**Phase error of a Troullier-Martins phosphorus potential away from its reference energies**

The table holds the phase arctan(r u′/u) at 1.961 bohr for the s and p channels of all-electron P, and the error of a separable Troullier-Martins potential, from −3.00 to 4.68 Ry (ld1.x 7.5, PBEsol, non-relativistic, spherical atom). The program fits a two-pole form of cot φ to the all-electron phase and treats the error as an energy shift δE that starts at the square of the distance from the reference, comparing a polynomial, an exponential and a plain quadratic phase error. It fits the 14 rows up to 3.24 Ry and predicts the three highest energies, with bars from a backtest and the spread of the forms. The known phases are reproduced to 0.0001 rad and δE grows on both sides of the reference, so the low-energy plateau of the phase error is compression by the arctangent. The withheld errors are overestimated in size by 3 to 8 % of the prediction for s (inside the bars) and 5 to 14 % for p (outside), and all six all-electron phases miss their bars, by at most 0.005 rad from the prediction.

Scattering phases of a P atom at a test radius of 1.961 bohr, computed with ld1.x 7.5 (PBEsol, non-relativistic). The separable Troullier-Martins pseudopotential has a [Ne] core, 3s2 3p3 reference valence, core radii of 1.7 (s) and 1.8 bohr (p), the p channel as local potential and a nonlinear core correction. The reference energies are -1.017 (s) and -0.4035 Ry (p).

## Program and output

```python
# Table: phase arctan(r u'/u) at 1.961 bohr of all-electron P and error (pseudo - AE) of a Troullier-Martins
# potential, ld1.x 7.5, PBEsol, non-relativistic. Tested: two-pole R-function for the AE phase; error as
# energy shift dE starting at D^2 (D = E - Eref); prediction of the withheld rows.
T = {
    'energy': [-3.0, -2.52, -2.04, -1.56, -1.08, -0.6, -0.12, 0.36, 0.84, 1.32, 1.8, 2.28, 2.76, 3.24, 3.72, 4.2, 4.68],  # Ry
    'phase_s_all_electron': [1.0899, 0.9675, 0.7344, 0.229, -0.5581, -1.0631, -1.2978, -1.4233, -1.5021, -1.5581, -1.6021, -1.6396, -1.6742, -1.7086, -1.745, -1.7865, -1.8371],  # rad
    'phase_s_error': [-0.0016, -0.0018, -0.002, -0.0014, -0.0001, -0.0006, -0.0015, -0.0025, -0.0036, -0.005, -0.0069, -0.0096, -0.0136, -0.0197, -0.0299, -0.0474, -0.0807],  # rad
    'phase_p_all_electron': [1.1998, 1.146, 1.0655, 0.9321, 0.6787, 0.1507, -0.5955, -1.0627, -1.2886, -1.4131, -1.4926, -1.5497, -1.595, -1.634, -1.6704, -1.707, -1.7467],  # rad
    'phase_p_error': [-0.0017, -0.0017, -0.0018, -0.0017, -0.0014, -0.0003, -0.0006, -0.0023, -0.0036, -0.0046, -0.0058, -0.0074, -0.0094, -0.0122, -0.0161, -0.0221, -0.0314],  # rad
}
HELD = [14, 15, 16]  # rows withheld from the fit
import numpy as np
from scipy.optimize import least_squares as ls, brentq
E = np.array(T['energy'], float); H = list(HELD); K = [i for i in range(len(E)) if i not in H]
REF = {'s': -1.017, 'p': -0.4035}; RT = 1.961  # from the settings of the run (Ry, bohr)
Rf = lambda p, x: p[0]/(p[1]-x) + p[2]/(p[3]-x) + p[4]
phi = lambda p, x: np.pi/2 - np.arctan(Rf(p, x)) - np.pi*(x > p[1]) - np.pi*(x > p[3])
slope = lambda p, x: -(p[0]/(p[1]-x)**2 + p[2]/(p[3]-x)**2)/(1 + Rf(p, x)**2)
F = {'taylor': (lambda c, D: D**2*(c[0] + c[1]*D + c[2]*D**2), [4e-3, 1e-3, 0.0]),
     'exp': (lambda c, D: c[0]*D**2*np.exp(c[1]*D), [4e-3, 0.3])}
em = lambda p, n, c, x, r: phi(p, x + F[n][0](c, x-r)) - phi(p, x)
def fit(x, y, e, r):
    p = ls(lambda q: 1e4*(phi(q, x)-y), [0.6, np.interp(0, y[::-1], x[::-1]), 1.0, 11.0, 0.05],
           bounds=([0, -3, 0, 6, -1], [5, 1, 50, 60, 1]), x_scale='jac').x
    return p, {n: ls(lambda c: 1e4*(em(p, n, c, x, r)-e), F[n][1], x_scale='jac').x for n in F}
print('rounding floor +-0.00005 rad; flat-box residue 2/r^2 = %.3f Ry' % (2/RT**2))
S = {}; out = []
for l, r in REF.items():
    Y = np.array(T['phase_%s_all_electron' % l], float); X = np.array(T['phase_%s_error' % l], float)
    x, y, e = E[K], Y[K], X[K]; D = x - r
    p, c = fit(x, y, e, r); pb, cb = fit(x[:-3], y[:-3], e[:-3], r)
    sl = slope(p, x); dE = e/sl; ra = y - phi(p, x); a = -(e @ D**2)/np.sum(D**4)
    assert np.all(np.diff(y) < 0) and np.all(e < 0) and np.all(e > -0.5)
    assert np.argmin(abs(e)) == np.argmin(abs(D))
    assert np.all(np.diff(dE[D < 0]) < 0) and np.all(np.diff(dE[D > 0]) > 0)
    print('%s AE: g1 %.3f E1 %.3f g2 %.2f E2 %.1f Ry R0 %.3f; max res %.4f rad at %.2f'
          % (l, *p, abs(ra).max(), x[abs(ra).argmax()]))
    node = brentq(lambda z: Rf(p, z), p[1]+0.1, x[-1])
    print('%s node at r_t: E %.2f Ry; dphi/dE %.3f at Eref, %.4f rad/Ry at %.2f' % (l, node, slope(p, r), sl[-1], x[-1]))
    res = {n: e - em(p, n, c[n], x, r) for n in F}; res['plain -aD^2'] = e + a*D**2
    for n, v in res.items():
        print('%s %s: par' % (l, n), ' '.join('%.5f' % z for z in c.get(n, [a])),
              '; rms %.5f, worst %+.5f rad at %.2f' % (np.sqrt(np.mean(v**2)), v[abs(v).argmax()], x[abs(v).argmax()]))
    print("%s error in r u'/u at %.2f %.2f %.2f Ry:" % (l, *x[:3]), np.round(np.tan(y+e)-np.tan(y), 4)[:3])
    S[l] = (D, e, sl, dE, res['taylor'], X)
    for j, i in enumerate(H):
        k = len(x) - 3 + min(j, 2); m = y[k] - phi(pb, x[k]); pr = phi(p, E[i])
        out.append('%.2f AE %s: pred %.4f +- %.4f (backtest %+.4f); computed %.4f, miss %+.4f'
                   % (E[i], l, pr, max(2*abs(m), 5e-4), m, Y[i], Y[i]-pr))
        m = e[k]/em(pb, 'taylor', cb['taylor'], x[k], r) - 1
        pr, al = em(p, 'taylor', c['taylor'], E[i], r), em(p, 'exp', c['exp'], E[i], r)
        out.append('%.2f err %s: pred %.4f +- %.4f (bt %+.1f%%, exp %.4f, plain %.4f); computed %.4f, miss %+.4f (%+.0f%%)'
                   % (E[i], l, pr, max(2*abs(m*pr), abs(al-pr), 1e-4), 100*m, al, -a*(E[i]-r)**2, X[i], X[i]-pr, 100*(X[i]/pr-1)))
print('E | s then p: D, dphi/dE rad/Ry, dE=err/slope mRy (floor), dE/D^2 mRy/Ry^2, taylor res 1e-4 rad')
for j, i in enumerate(K):
    print('%5.2f' % E[i], *['| %5.2f %6.3f %6.1f (%.2f) %5.1f %+.1f' % (v[0][j], v[2][j], 1e3*v[3][j],
          -0.05/v[2][j], 1e3*v[3][j]/v[0][j]**2, 1e4*v[4][j]) for v in S.values()])
Ds, es = S['s'][:2]; Dp, ep = S['p'][:2]
print('equal D', np.round(Dp[-3:], 2), 'Ry: p err', ep[-3:], 's err interp',
      np.round(-np.exp(np.interp(Dp[-3:], Ds, np.log(-es))), 4))
print('withheld rows (rad): bar = max(2 x backtest miss, taylor-exp spread, floor)')
for s in out: print(s)
print('step ratios of error, last 7 (3 revealed): s', np.round(S['s'][5][-7:]/S['s'][5][-8:-1], 2),
      'p', np.round(S['p'][5][-7:]/S['p'][5][-8:-1], 2))
```

Output:

```
rounding floor +-0.00005 rad; flat-box residue 2/r^2 = 0.520 Ry
s AE: g1 0.594 E1 -1.416 g2 0.90 E2 7.6 Ry R0 0.063; max res 0.0001 rad at -3.00
s node at r_t: E 1.45 Ry; dphi/dE -1.361 at Eref, -0.0722 rad/Ry at 3.24
s taylor: par 0.00424 0.00158 0.00022 ; rms 0.00010, worst +0.00016 rad at 3.24
s exp: par 0.00435 0.29317 ; rms 0.00028, worst +0.00049 rad at 3.24
s plain -aD^2: par 0.00098 ; rms 0.00102, worst +0.00227 rad at -3.00
s error in r u'/u at -3.00 -2.52 -2.04 Ry: [-0.0075 -0.0056 -0.0036]
p AE: g1 0.627 E1 -0.502 g2 0.91 E2 8.5 Ry R0 0.059; max res 0.0001 rad at -3.00
p node at r_t: E 2.49 Ry; dphi/dE -1.636 at Eref, -0.0769 rad/Ry at 3.24
p taylor: par 0.00499 0.00137 0.00017 ; rms 0.00006, worst -0.00012 rad at 2.28
p exp: par 0.00504 0.24547 ; rms 0.00012, worst +0.00023 rad at 3.24
p plain -aD^2: par 0.00088 ; rms 0.00171, worst +0.00422 rad at -3.00
p error in r u'/u at -3.00 -2.52 -2.04 Ry: [-0.0129 -0.01   -0.0077]
E | s then p: D, dphi/dE rad/Ry, dE=err/slope mRy (floor), dE/D^2 mRy/Ry^2, taylor res 1e-4 rad
-3.00 | -1.98 -0.192    8.3 (0.26)   2.1 -1.0 | -2.60 -0.093   18.2 (0.54)   2.7 -0.7
-2.52 | -1.50 -0.336    5.4 (0.15)   2.4 +0.0 | -2.12 -0.134   12.7 (0.37)   2.8 +0.2
-2.04 | -1.02 -0.690    2.9 (0.07)   2.8 +0.7 | -1.64 -0.209    8.6 (0.24)   3.2 +0.1
-1.56 | -0.54 -1.480    0.9 (0.03)   3.2 +1.1 | -1.16 -0.367    4.6 (0.14)   3.5 +0.9
-1.08 | -0.06 -1.478    0.1 (0.03)  17.0 -0.8 | -0.68 -0.745    1.9 (0.07)   4.1 +0.2
-0.60 |  0.42 -0.691    0.9 (0.07)   5.0 -0.1 | -0.20 -1.484    0.2 (0.03)   5.2 -0.3
-0.12 |  0.90 -0.342    4.4 (0.15)   5.5 +1.0 |  0.28 -1.353    0.4 (0.04)   5.5 -0.1
 0.36 |  1.38 -0.201   12.5 (0.25)   6.6 +0.8 |  0.76 -0.654    3.5 (0.08)   6.0 +0.3
 0.84 |  1.86 -0.135   26.6 (0.37)   7.7 +0.6 |  1.24 -0.335   10.7 (0.15)   6.9 -0.2
 1.32 |  2.34 -0.102   49.2 (0.49)   9.0 +0.1 |  1.72 -0.201   22.9 (0.25)   7.7 +0.4
 1.80 |  2.82 -0.084   82.6 (0.60)  10.4 -0.8 |  2.20 -0.138   42.2 (0.36)   8.7 +0.0
 2.28 |  3.30 -0.074  129.3 (0.67)  11.9 -1.6 |  2.68 -0.104   71.0 (0.48)   9.9 -1.2
 2.76 |  3.78 -0.071  192.0 (0.71)  13.5 -1.5 |  3.16 -0.086  109.1 (0.58)  10.9 -0.8
 3.24 |  4.26 -0.072  273.0 (0.69)  15.1 +1.6 |  3.64 -0.077  158.6 (0.65)  11.9 +1.1
equal D [2.68 3.16 3.64] Ry: p err [-0.0074 -0.0094 -0.0122] s err interp [-0.0063 -0.0088 -0.0123]
withheld rows (rad): bar = max(2 x backtest miss, taylor-exp spread, floor)
3.72 AE s: pred -1.7444 +- 0.0005 (backtest -0.0002); computed -1.7450, miss -0.0006
3.72 err s: pred -0.0307 +- 0.0016 (bt -0.4%, exp -0.0323, plain -0.0221); computed -0.0299, miss +0.0008 (-3%)
4.20 AE s: pred -1.7845 +- 0.0011 (backtest -0.0005); computed -1.7865, miss -0.0020
4.20 err s: pred -0.0500 +- 0.0051 (bt -1.5%, exp -0.0551, plain -0.0268); computed -0.0474, miss +0.0026 (-5%)
4.68 AE s: pred -1.8321 +- 0.0028 (backtest -0.0014); computed -1.8371, miss -0.0050
4.68 err s: pred -0.0873 +- 0.0150 (bt -3.7%, exp -0.1023, plain -0.0320); computed -0.0807, miss +0.0066 (-8%)
3.72 AE p: pred -1.6698 +- 0.0005 (backtest -0.0001); computed -1.6704, miss -0.0006
3.72 err p: pred -0.0169 +- 0.0005 (bt +1.2%, exp -0.0174, plain -0.0149); computed -0.0161, miss +0.0008 (-5%)
4.20 AE p: pred -1.7054 +- 0.0010 (backtest -0.0005); computed -1.7070, miss -0.0016
4.20 err p: pred -0.0242 +- 0.0013 (bt +0.3%, exp -0.0255, plain -0.0186); computed -0.0221, miss +0.0021 (-9%)
4.68 AE p: pred -1.7430 +- 0.0022 (backtest -0.0011); computed -1.7467, miss -0.0037
4.68 err p: pred -0.0366 +- 0.0031 (bt -1.3%, exp -0.0397, plain -0.0227); computed -0.0314, miss +0.0052 (-14%)
step ratios of error, last 7 (3 revealed): s [1.38 1.39 1.42 1.45 1.52 1.59 1.7 ] p [1.26 1.28 1.27 1.3  1.32 1.37 1.42]
```
